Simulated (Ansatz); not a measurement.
**How methods differ on C2F5 (pentafluoroethyl)**

The species is C2F5 (7 atoms), meant as a doublet with charge 0. SMILES: `F[C](F)C(F)(F)F`. The shape is that of a PBE0-D4/def2-TZVP optimisation.

Each level gives the vertical ionisation energy (to the singlet cation) (eV). The values are calculated.

| level | kind | program | value (eV) | less CCSD(T)/cc-pVDZ | CPU time (all runs) |
| --- | --- | --- | --- | --- | --- |
| UHF/cc-pVDZ | Hartree–Fock | Ansatz | 10.97 | +0.91 | 6.8 s |
| USVWN5/cc-pVDZ | LDA | Ansatz | 9.88 | -0.18 | 7.4 s |
| U-revPBE/cc-pVDZ | GGA | Ansatz | 9.68 | -0.38 | 13 s |
| U-r2SCAN/cc-pVDZ | meta-GGA | Ansatz | 10.27 | +0.21 | 23 s |
| U-r2SCAN0/cc-pVDZ | hybrid meta-GGA | Ansatz | 10.77 | +0.71 | 29 s |
| UB3LYP/cc-pVDZ | global hybrid | Ansatz | 10.33 | +0.27 | 16 s |
| UHSE06/cc-pVDZ | range-separated hybrid | Ansatz | 10.41 | +0.35 | 17 s |
| UPBE-QIDH/cc-pVDZ | double hybrid | Ansatz | 10.60 | +0.54 | 24 s |
| RPA@PBE/cc-pVDZ | RPA | Ansatz | 9.97 | -0.09 | 24 s |
| UCCSD(T)/cc-pVDZ | coupled cluster or CI | Ansatz | 10.06 | 0.00 | 3.6 min |

Differences are taken from UCCSD(T)/cc-pVDZ for orientation; it has basis-set and higher-order errors of its own. The values span 9.68 to 10.97 eV. Times are those of the runs behind each value, whatever else they computed, on shared processors of several kinds: orders of magnitude only.

Ionisation removes the unpaired electron from a carbon-centred orbital with C–F antibonding character, leaving a formally empty orbital into which fluorine lone pairs can donate. No electron pair is broken, so the usual expectation that Hartree–Fock underestimates ionisation energies need not hold. Here it gives the highest value, 0.91 eV above coupled cluster, which suggests that correlation stabilises the cation more than the radical, probably through this lone-pair donation.

Adding exact exchange to r2SCAN raises the result from 10.27 to 10.77 eV, and every hybrid lies above the coupled-cluster value. The exchange fraction alone does not order the table, however: the double hybrid falls below r2SCAN0. RPA comes closest to coupled cluster, but one radical cannot establish that as general accuracy.

These energies describe the cation held at the pyramidal radical geometry. Because a carbocation centre prefers planarity, which improves π donation from fluorine, the adiabatic ionisation energy should be appreciably lower, and the vertical values should not be read as ionisation thresholds.
